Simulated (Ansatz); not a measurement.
**Ligand exchange: BH(CH3)Cl + C4H10S → BH(CH3)(SH) + C4H9Cl**

Species: BH(CH3)Cl, singlet; C4H10S (isobutyl mercaptan) `CC(C)CS`, singlet; BH(CH3)(SH), singlet; C4H9Cl (1-chloro-2-methylpropane) `CC(C)CCl`, singlet. The partners trade Cl for SH: B–Cl and C–SH bonds give way to B–SH and C–Cl.

Shapes, held fixed at every level: PBE0-D4/def2-TZVP. Flexible molecules stand in one conformer, not always the lowest. Programs: Ansatz 0.2.0. Electronic energies: no zero-point or thermal term.

| level | kind | ΔE (kJ/mol) | less CCSD(T)/CBS estimate | CPU time (sum over the molecules) |
| --- | --- | --- | --- | --- |
| PBE-D4/def2-TZVPP | GGA | +3.5 | -5.3 | 36 s |
| r2SCAN-D4/def2-TZVPP | meta-GGA | +5.3 | -3.5 | 53 s |
| B3LYP-D4/def2-TZVPP | global hybrid | +6.7 | -2.1 | 68 s |
| PBE0-D4/def2-TZVPP | global hybrid | +6.0 | -2.8 | 39 s |
| wB97M-V/def2-TZVPP | range-separated hybrid | +9.1 | +0.3 | 2.1 min |
| MP2/def2-TZVPP | perturbation theory | +10.5 | +1.7 | – |
| CCSD/def2-TZVPP | coupled cluster or CI | +9.6 | +0.8 | – |
| CCSD(T)/CBS estimate | coupled cluster or CI | +8.8 | 0.0 | 37 min |

The highest level, CCSD(T)/CBS estimate, gives ΔE = +8.8 kJ/mol; the levels span +3.5 to +10.5. The column of differences is taken from that level and isn't an error. No measured value is set beside it here. The CBS estimate extrapolates MP2 from def2-TZVPP and def2-QZVPP and adds CCSD(T) − MP2 in the triple-zeta set, cores frozen. Times are processor times on shared x86 and Arm servers, and rough.

The exchange is mildly uphill in electronic energy, at +8.8 kJ/mol, and every level agrees on the sign. Chlorine therefore prefers boron and SH prefers carbon, but only slightly. The small value reflects a near-cancellation: replacing B–Cl with B–S costs energy, and replacing C–S with C–Cl recovers most of it. Chlorine, the more electronegative partner, gains more from a polar bond to electropositive boron than from one to carbon. Sulfur probably offsets much of that advantage because its lone pair is the better π donor into boron's empty p orbital, a stabilisation that saturated carbon cannot offer.

The GGA, meta-GGA and global hybrids all put the reaction energy below the coupled-cluster reference, perhaps because they weight this π delocalisation differently, while wB97M-V nearly matches it. Exact exchange alone does not order the functionals, since B3LYP lies above PBE0 despite containing less of it. The total energies do not separate the σ and π contributions, so the proposed balance between them remains an inference.
